Two tails at one point

The density between two bonded atoms is first of all the sum of two atomic tails. At bonding distances a carbon tail halves in about 0.2 Å, so distance matters. The number of electrons behind each tail matters as well: carbon brings four valence electrons, hydrogen only one.

In this anion, HC≡C–P–CH=CH₂ with one negative charge, free neutral atoms set at the same places already supply 65 to 71 per cent of the density at the C–C and C–H points. At the two P–C points they supply 90 to 95 per cent. Bonding adds about 0.1 a.u. in the first group and only 0.01 to 0.02 a.u. in the second.

QTAIM bond critical points of the singlet anion HC≡C–P–CH=CH₂ (charge −1), calculated with PySCF 2.14.0 at the BLYP/def2-SVPD level in the gas phase on a GFN2-xTB geometry. Atoms 1 to 5 run along the chain from the ethynyl end, and atoms 6 to 9 are hydrogens. The energy density is the total of the kinetic and potential parts.

```
row  density (a.u.)  first atom  second atom  laplacian (a.u.)  ellipticity  energy density (a.u.)
  1           0.397       1.000        2.000            -1.081        0.009                 -0.539
  2           0.330       4.000        5.000            -0.847        0.318                 -0.340
  3           0.285       1.000        6.000            -1.096        0.032                 -0.324
  4           0.276       5.000        8.000            -0.980        0.053                 -0.297
  5           0.275       4.000        7.000            -0.989        0.008                 -0.292
  6           0.272       5.000        9.000            -0.946        0.061                 -0.289
  7           0.158       3.000        4.000             0.297        0.418                 -0.128
  8           0.153       2.000        3.000             0.437        0.325                 -0.115
```

What the table lists

A bond critical point is the place where the density is lowest along the bond and highest across it. Atoms 1 and 2 are the ethynyl carbons, atom 3 is phosphorus, and atoms 4 and 5 are the vinyl carbons. The density falls from C≡C through C=C and the four C–H bonds to the two P–C bonds.

Bond length alone does not give this order. The C–H bonds are the shortest in the molecule, yet their densities lie below those of both C–C bonds. The P–ethynyl bond is shorter than the P–vinyl bond, yet it has slightly less density. The two tails explain the first irregularity, and what bonding adds to them explains the second.

A model with two atoms

Slater's rules give simple free atoms. For carbon, four valence electrons in a shell with effective charge 3.25 have the density

ρ_C(r) = [4 · 3.25⁵ / (96π)] r² exp(−3.25 r) = 4.81 r² exp(−3.25 r),

with r in bohr and ρ in atomic units. For hydrogen the exact result is

ρ_H(r) = exp(−2r) / π.

Phosphorus has five valence electrons with density proportional to r⁴ exp(−3.2 r), and eight electrons in an inner shell with density proportional to r² exp(−10.85 r). The model adds the two atomic densities at the critical point, whose position is taken from the calculation.

Take the ethynyl C–H bond, whose point lies 0.662 Å from carbon and 0.386 Å from hydrogen. Division by 0.529 Å per bohr gives 1.251 and 0.730 bohr, and the two tails add up to

ρ_C + ρ_H = 0.129 + 0.074 = 0.203 a.u.

One common factor, fitted to the densities of all eight rows including this one, stands for what the bare sum leaves out. It is 1.36 and raises the estimate to 0.276 a.u., which is 3 per cent below the table's 0.285.

Why the short C–H bonds rank below the C–C bonds

In the C=C bond, too, each carbon lies just under 0.7 Å from the point, so one carbon contributes much the same as in a C–H bond. The difference lies in the partner. A second carbon adds about 0.13 a.u. where hydrogen adds about 0.07, although hydrogen sits much closer. One electron close by gives less than four electrons farther off.

Over all eight rows the scaled atoms reproduce the density with a root-mean-square error of 0.012 a.u. A single exponential function of bond length, fitted to the same rows with two constants, misses by 0.057 a.u. The factor of 1.36 should not be read as a strength of bonding. In the C–C and C–H bonds it mainly covers the build-up of density, whereas in the P–C bonds it mainly makes up for Slater atoms that are 18 per cent too thin. The output printed after this text gives the split for each row.

Why the triple bond has more density than the double bond

The C≡C point has 0.067 a.u. more density than the C=C point, and 71 per cent of this difference is overlap of free atoms at a shorter distance. The π electrons act here mostly by an indirect route. The molecule is planar, its critical points lie in that plane, and an out-of-plane π orbital has its node there. The second π bond of C≡C lies in the plane but nearly vanishes on the bond axis. By this argument π bonding, helped by the more compact sp hybrids of the σ bond, brings the carbons closer together, and the closer tails then raise the density at the point.

Why the P–C bonds have so little

The P–C points lie about 1.1 Å from carbon, and at that distance a carbon tail has only about a fifth of its value in the C=C bond. Phosphorus must supply most of the density, and its valence electrons are spread through a larger shell.

The model also shows why the point sits so close to phosphorus. The valence density r⁴ exp(−3.2 r) is flat at its maximum,

r = 4 / 3.2 = 1.25 bohr = 0.66 Å,

so there it cannot balance the density that rises towards carbon. Farther out it does fall, but more gently than the carbon density rises. Only the steep edge of the inner shell can do so, and the calculated points do lie at 0.67 Å from phosphorus.

Why their Laplacian is positive

The Laplacian is the sum of the curvatures of the density along and across the bond. At the P–vinyl point the two directions across contribute −0.355 a.u. and the direction along the bond +0.652, so the sum is positive. In C=C the curvature across is more than three times as strong and wins.

The large curvature along the P–C bond fits a point at the edge of the inner shell. In the model, the inner-shell density has a second derivative there of about 85 times its own value, while the valence density is close to its maximum and curves downwards. A little inner-shell density therefore counts for much. In the Slater atoms the P–C Laplacians are negative without the inner shell of phosphorus and positive with it.

Only the sign of this result deserves trust, because for the C–C and C–H bonds the same atoms give Laplacians two to five times too small. Still, the sign comes out right in every row before any bond has formed. A positive value at a P–C point is thus no evidence of an ionic bond. The energy density, which is the sum of a positive kinetic and a negative potential part, is negative there as well, as is usual for polar shared bonds.

The two P–C bonds in reverse order

The P–ethynyl bond is 0.03 Å shorter than the P–vinyl bond, and its free-atom part is indeed higher, by 0.003 a.u. The build-up on bonding, however, is lower by 0.008 a.u., about half of that in P–vinyl. The sum gives the observed drop of 0.005 a.u. The scaled atoms put this pair in the wrong order, since one common factor cannot describe a build-up that changes from bond to bond. Rows 5 and 6, two vinyl C–H bonds, show the same kind of reversal: the longer bond has the smaller free-atom part but the larger build-up. The gap there is only 0.003 a.u., too small to interpret.

A possible reason for the smaller build-up is the ethynyl carbon itself. An sp carbon attracts electrons more strongly than an sp² carbon, so it may draw the shared density towards itself and away from a point that lies next to phosphorus. This has not been tested here.

The pair is also too close to rank the strengths of the two bonds. A change of 0.03 Å shifts the free-atom part by 0.003 a.u., and the lengths come from a tight-binding geometry. Moreover, BLYP puts the highest occupied orbital of the anion above zero energy. This is a common fault of such functionals for anions, because in them an electron partly repels itself. Only the finite basis holds that orbital, with an untested effect on differences this small.

A rule for reading such tables

Subtract the free atoms before reading a critical-point value as an effect of bonding. In every row here they supply at least 65 per cent of the density, and even crude free atoms give the right sign of the Laplacian. What remains after the subtraction is the change on bonding at that one point, together with any effect of the extra electron in an anion such as this one. It does not measure the strength of the bond: the small remainder at a point close to phosphorus does not show that the P–C bonds are weak.

The analysis program printed:

```
Density split (a.u.):
  row  length_A  free_atoms  build_up  free_percent  Slater_atoms  V_over_G
    1      1.21       0.282     0.115         71.03        0.3052     3.006
    2     1.343      0.2343   0.09573         70.99        0.2511     3.651
    3     1.053      0.1865   0.09854         65.42        0.2031      7.48
    4     1.079      0.1829   0.09306         66.28        0.1948     6.712
    5     1.088      0.1791   0.09588         65.14        0.1908     7.525
    6     1.083      0.1819    0.0901         66.88        0.1925     6.505
    7     1.774      0.1416   0.01645         89.59        0.1158     1.633
    8     1.742      0.1448   0.00815         94.67         0.119     1.513
Curvature (a.u.) and distances (A):
  row  to_carbon  to_partner  across_bond  along_bond  Slater_no_P_inner  Slater_all
    1     0.5931      0.6189       -1.235      0.1544            -0.5793     -0.5793
    2     0.6823      0.6595         -1.2      0.3526             -0.274      -0.274
    3     0.6618      0.3864       -1.432      0.3358            -0.2635     -0.2635
    4     0.6625      0.4167       -1.345      0.3651             -0.224      -0.224
    5     0.6764      0.4105       -1.363      0.3741             -0.204      -0.204
    6     0.6682      0.4164       -1.311      0.3648            -0.2128     -0.2128
    7      1.099      0.6726      -0.3547      0.6517            -0.1546      0.3091
    8      1.077      0.6656      -0.3456      0.7826            -0.1524      0.3687
fit of density on 8 rows: coefficient of slater 1.358 +/- 0.021; rms 0.0116, worst 1 0.0176, leave-one-out rms 0.0141
fit of density on 8 rows: coefficient of exp(-s*length) 0.6549 +/- 0.055, s 0.7013; rms 0.0566, worst 1 -0.117, leave-one-out rms 0.0696
Density, P-ethynyl less P-vinyl (a.u.): -0.005
Free-atom part, P-ethynyl less P-vinyl (a.u.): 0.003298
Build-up, P-ethynyl less P-vinyl (a.u.): -0.008298
Density, triple less double C-C bond (a.u.): 0.067
Share of that difference from free atoms (percent): 71.25
Largest miss of Slater atoms against free-atom part (percent): 18.22
```
